**Third ionisation energies of Sc to Cu: exchange counting and Racah terms**

The table holds the M²⁺ → M³⁺ ionisation energies of the 3d row from state-averaged CASSCF and SS-CASPT2 with spin-orbit state interaction (OpenMolcas, ANO-RCC-VDZP, DKH2), beside NIST values. The program fits $I = a + b(n-1) + Kp + Br$, with $p$ the parallel-spin pairs lost and $r$ the orbital remainder of the Racah ground-term energies, and compares it with exchange alone and with a curved baseline. The model reproduces the eight measured values to 0.04 eV rms with $K = 1.08$ eV and $B = 0.113$ eV, and the computed columns less well (0.19 and 0.26 eV). The output also sets what CASPT2 adds against what CASSCF lacks, tests Landé shifts for the spin-orbit share, and shows that the fall moves from Fe to Co in the next ionisation.

OpenMolcas 26.06: third ionisation energies of Sc to Cu, between the lowest computed levels of the free ions M²⁺ and M³⁺. State-averaged CASSCF and SS-CASPT2 (IPEA shift 0.25 hartree, imaginary shift 0.1 hartree, 3s and 3p correlated) with a 3d active space, orbitals optimised for the ground spin, ANO-RCC-VDZP, DKH2, a point nucleus and atomic mean-field spin-orbit coupling.

## Numerical check

```python
# Table: ionisation energy M2+ -> M3+ (eV), Sc-Cu; OpenMolcas SA-CASSCF(3d) and SS-CASPT2, RASSI spin-orbit,
# ANO-RCC-VDZP, DKH2; NIST reference. Tested: IE = a + b(n-1) + K p + B r (Racah ground terms); Lande shifts.
T = {
    'element': ['Sc', 'Ti', 'V', 'Cr', 'Mn', 'Fe', 'Co', 'Ni', 'Cu'],
    'Z': [21, 22, 23, 24, 25, 26, 27, 28, 29],
    'start': ['2D3/2', '3F2', '4F3/2', '5D0', '6S5/2', '5D4', '4F9/2', '3F4', '2D5/2'],
    'end': ['1S0', '2D3/2', '3F2', '4F3/2', '5D0', '6S5/2', '5D4', '4F9/2', '3F4'],
    'cas': [23.69, 26.53, 28.19, 29.8, 32.52, 28.29, 31.63, 33.43, 35.12],  # eV
    'pt2': [24.22, 27.17, 28.97, 30.99, 33.78, 30.25, 33.82, 36.09, 38.06],  # eV
    'so': [0.01, 0.0, -0.01, -0.03, -0.07, 0.05, 0.02, -0.02, -0.07],  # eV
    'measured': [24.757, 27.492, 29.311, 30.959, 33.668, 30.651, None, 35.187, 36.841],  # eV
    'err': [-0.54, -0.32, -0.34, 0.03, 0.11, -0.4, None, 0.91, 1.22],  # eV
}
import numpy as np
from scipy.constants import physical_constants as pc
cm = pc['electron volt-inverse meter relationship'][0]/100
A = lambda k: np.array([np.nan if v is None else v for v in T[k]], float)
f = lambda v, d=2: ' '.join('n/a' if np.isnan(x) else f'{x:+.{d}f}' for x in v)
el = T['element']; Z, cas, pt2, so, me, err = [A(k) for k in ('Z', 'cas', 'pt2', 'so', 'measured', 'err')]
n = (Z-20).astype(int); ok = ~np.isnan(me); i = {e: k for k, e in enumerate(el)}
EB = np.array([0, 0, -8, -15, -21, -35, -35, -43, -50, -56])  # B coefficient of ground term of d0..d9
p = np.where(n <= 5, n-1, n-6); r = EB[n-1]-EB[n]-3.5*p
co_se = 33.5  # semi-empirical Co value, from further outputs of the same runs
print('rounding floor: 0.005 eV per value, 0.01 eV per difference; row order', ' '.join(el))
print('pairs lost p:', p, ' orbital remainder r:', r)
print('pt2-cas (eV):     ', f(pt2-cas)); print('measured-cas (eV):', f(me-cas))
print('cas-measured (%): ', f(100*(cas-me)/me, 1)); print('pt2-measured (%): ', f(100*err/me, 1))
print(f'MAE eV: cas {np.nanmean(abs(cas-me)):.2f}, pt2 {np.nanmean(abs(err)):.2f}; max|so| {abs(so).max():.2f}')
print(f'Co vs semi-empirical: pt2 {pt2[i["Co"]]-co_se:+.2f}, cas {cas[i["Co"]]-co_se:+.2f} eV')
lev = {'cas': cas, 'pt2': pt2, 'meas': me}
for k, y in lev.items():
    print(f'{k} steps eV:', f(np.diff(y)), f'| Sc>Mn {y[4]-y[0]:.2f} Fe>Cu {y[8]-y[5]:.2f}')
print(f'meas steps with semi-empirical Co: Fe>Co {co_se-me[5]:.2f}, Co>Ni {me[7]-co_se:.2f} eV')
one = np.ones(9); M = {'exchange only': [one, n-1, p], 'full': [one, n-1, p, r], 'full+curve': [one, n-1, p, r, (n-5)**2]}
print('fits to values less spin-orbit share (eV); residual = value - model')
for k, y in lev.items():
    m = ~np.isnan(y); ys = y-so
    for name, cols in M.items():
        X = np.array(cols, float).T; c = np.linalg.lstsq(X[m], ys[m], rcond=None)[0]; res = ys-X@c
        s = f'{k} {name}: b {c[1]:.2f} K {c[2]:.2f} rms {np.sqrt(np.nanmean(res**2)):.2f}'
        if len(c) > 3: s += f' B {c[3]:.3f} ({c[3]*cm:.0f} cm-1) C/B {(c[2]-3.5*c[3])/1.4/c[3]:.1f}'
        if len(c) > 4: s += f' curve {c[4]:+.3f}'
        print(s + f' worst {el[np.nanargmax(abs(res))]} {res[np.nanargmax(abs(res))]:+.2f}')
        if name == 'full':
            assert c[2] > 0 and c[3] > 0
            print(f'  res {f(res)} | slope b+K {c[1]+c[2]:.2f} step b-4K {c[1]-4*c[2]:+.2f}')
            if k == 'meas': print(f'  predicted Co {X[6]@c+so[6]:.2f}, less semi-empirical {X[6]@c+so[6]-co_se:+.2f}')
for k, y in lev.items():
    y = np.where(np.isnan(y), co_se, y); d = np.diff(y-so)
    print(f'{k} B from steps eV: Sc-Mn {(d[0]+d[3]-d[1]-d[2])/18:.3f}, Fe-Cu {(d[5]-(d[6]+d[7])/2)/9:.3f}'
          + (' (uses semi-empirical Co)' if k == 'meas' else ''))
for name, y in (('pt2-cas', pt2-cas), ('meas-cas', me-cas), ('err', err)):
    sl = [np.polyfit(n[h & ~np.isnan(y)], y[h & ~np.isnan(y)], 1)[0] for h in (n <= 5, n > 5)]
    print(f'{name}: slope Sc-Mn {sl[0]:+.2f}, Fe-Cu {sl[1]:+.2f} eV/element, jump Mn>Fe {y[5]-y[4]:+.2f} eV')
# finer spin-orbit shares (PT2 with less without) typed from further outputs of the same runs
sf = np.array([.01463, .00411, -.00864, -.02740, -.07209, .05406, .02462, -.01699, -.07167])
L = np.array([0, 2, 3, 3, 2, 0, 2, 3, 3, 2]); q = np.arange(10)
g = np.where(L == 0, 0, np.where(q < 5, (L+1)/2, L/2))  # lowering of lowest level in units of zeta
z = np.polyval(np.polyfit(Z[[0, 5]], [(sf[0]/g[1])**.25, (sf[5]/g[6])**.25], 1), Z)**4
rat = -sf[4]/g[4]/z[4]; pred = z*(g[n]-rat*g[n-1])
print('so share in units of a common zeta:', f(g[n]-g[n-1], 1))
print(f'zeta cm-1: Sc2+ {z[0]*cm:.0f}, Fe2+ {z[5]*cm:.0f}, Mn3+ {rat*z[4]*cm:.0f}; zeta(3+)/zeta(2+) {rat:.2f}')
print('so outputs eV:', f(sf, 3)); print('so model eV:  ', f(pred, 3), '(Sc, Mn, Fe fixed)')
# +3 -> +4 ionisation, Ti..Cu, typed from further outputs of the same runs (eV)
c3 = np.array([42.348, 46.106, 47.909, 50.327, 53.796, 49.375, 53.048, 55.382])
p3 = np.array([42.795, 46.542, 48.650, 51.127, 54.670, 50.968, 55.013, 57.699])
print('+3 series steps Ti..Cu cas:', f(np.diff(c3))); print('+3 series steps Ti..Cu pt2:', f(np.diff(p3)))
print('+3 series pt2-cas Ti..Cu:', f(p3-c3))
assert all(y[5] < y[4] for y in lev.values()) and np.all(cas[ok] < me[ok])
d = np.diff(cas); assert d[[0, 3, 5]].min() > d[[1, 2, 6, 7]].max()
assert so[4] < 0 < so[5] and abs(so).max() < 0.1
```

Output:

```
rounding floor: 0.005 eV per value, 0.01 eV per difference; row order Sc Ti V Cr Mn Fe Co Ni Cu
pairs lost p: [0 1 2 3 4 0 1 2 3]  orbital remainder r: [ 0.   4.5  0.  -4.5  0.   0.   4.5  0.  -4.5]
pt2-cas (eV):      +0.53 +0.64 +0.78 +1.19 +1.26 +1.96 +2.19 +2.66 +2.94
measured-cas (eV): +1.07 +0.96 +1.12 +1.16 +1.15 +2.36 n/a +1.76 +1.72
cas-measured (%):  -4.3 -3.5 -3.8 -3.7 -3.4 -7.7 n/a -5.0 -4.7
pt2-measured (%):  -2.2 -1.2 -1.2 +0.1 +0.3 -1.3 n/a +2.6 +3.3
MAE eV: cas 1.41, pt2 0.48; max|so| 0.07
Co vs semi-empirical: pt2 +0.32, cas -1.87 eV
cas steps eV: +2.84 +1.66 +1.61 +2.72 -4.23 +3.34 +1.80 +1.69 | Sc>Mn 8.83 Fe>Cu 6.83
pt2 steps eV: +2.95 +1.80 +2.02 +2.79 -3.53 +3.57 +2.27 +1.97 | Sc>Mn 9.56 Fe>Cu 7.81
meas steps eV: +2.73 +1.82 +1.65 +2.71 -3.02 n/a n/a +1.65 | Sc>Mn 8.91 Fe>Cu 6.19
meas steps with semi-empirical Co: Fe>Co 2.85, Co>Ni 1.69 eV
fits to values less spin-orbit share (eV); residual = value - model
cas exchange only: b 1.01 K 1.16 rms 0.39 worst Fe -0.64
cas full: b 1.02 K 1.30 rms 0.19 B 0.135 (1086 cm-1) C/B 4.4 worst Fe -0.39
  res +0.17 +0.08 +0.03 -0.06 -0.23 -0.39 +0.04 +0.16 +0.18 | slope b+K 2.33 step b-4K -4.18
cas full+curve: b 1.02 K 1.36 rms 0.10 B 0.152 (1228 cm-1) C/B 3.9 curve +0.029 worst Mn -0.15
pt2 exchange only: b 1.34 K 1.07 rms 0.39 worst Fe -0.74
pt2 full: b 1.36 K 1.19 rms 0.26 B 0.111 (897 cm-1) C/B 5.1 worst Fe -0.54
  res +0.25 +0.17 -0.07 -0.07 -0.29 -0.54 +0.01 +0.28 +0.25 | slope b+K 2.55 step b-4K -3.40
pt2 full+curve: b 1.35 K 1.27 rms 0.12 B 0.137 (1105 cm-1) C/B 4.1 curve +0.042 worst Cr +0.18
meas exchange only: b 1.14 K 1.00 rms 0.25 worst Cr -0.41
meas full: b 1.18 K 1.08 rms 0.04 B 0.113 (915 cm-1) C/B 4.3 worst V +0.06
  res +0.01 -0.02 +0.06 -0.02 -0.04 -0.04 n/a +0.04 -0.00 | slope b+K 2.26 step b-4K -3.13
  predicted Co 33.43, less semi-empirical -0.07
meas full+curve: b 1.18 K 1.08 rms 0.03 B 0.114 (921 cm-1) C/B 4.3 curve +0.002 worst V +0.07
cas B from steps eV: Sc-Mn 0.128, Fe-Cu 0.176
pt2 B from steps eV: Sc-Mn 0.108, Fe-Cu 0.159
meas B from steps eV: Sc-Mn 0.111, Fe-Cu 0.129 (uses semi-empirical Co)
pt2-cas: slope Sc-Mn +0.20, Fe-Cu +0.34 eV/element, jump Mn>Fe +0.70 eV
meas-cas: slope Sc-Mn +0.04, Fe-Cu -0.23 eV/element, jump Mn>Fe +1.21 eV
err: slope Sc-Mn +0.17, Fe-Cu +0.56 eV/element, jump Mn>Fe -0.51 eV
so share in units of a common zeta: +1.5 +0.5 +0.0 -0.5 -1.5 +1.0 +0.5 +0.0 -0.5
zeta cm-1: Sc2+ 79, Fe2+ 436, Mn3+ 388; zeta(3+)/zeta(2+) 1.19
so outputs eV: +0.015 +0.004 -0.009 -0.027 -0.072 +0.054 +0.025 -0.017 -0.072
so model eV:   +0.015 +0.003 -0.008 -0.026 -0.072 +0.054 +0.022 -0.026 -0.090 (Sc, Mn, Fe fixed)
+3 series steps Ti..Cu cas: +3.76 +1.80 +2.42 +3.47 -4.42 +3.67 +2.33
+3 series steps Ti..Cu pt2: +3.75 +2.11 +2.48 +3.54 -3.70 +4.04 +2.69
+3 series pt2-cas Ti..Cu: +0.45 +0.44 +0.74 +0.80 +0.87 +1.59 +1.96 +2.32
```
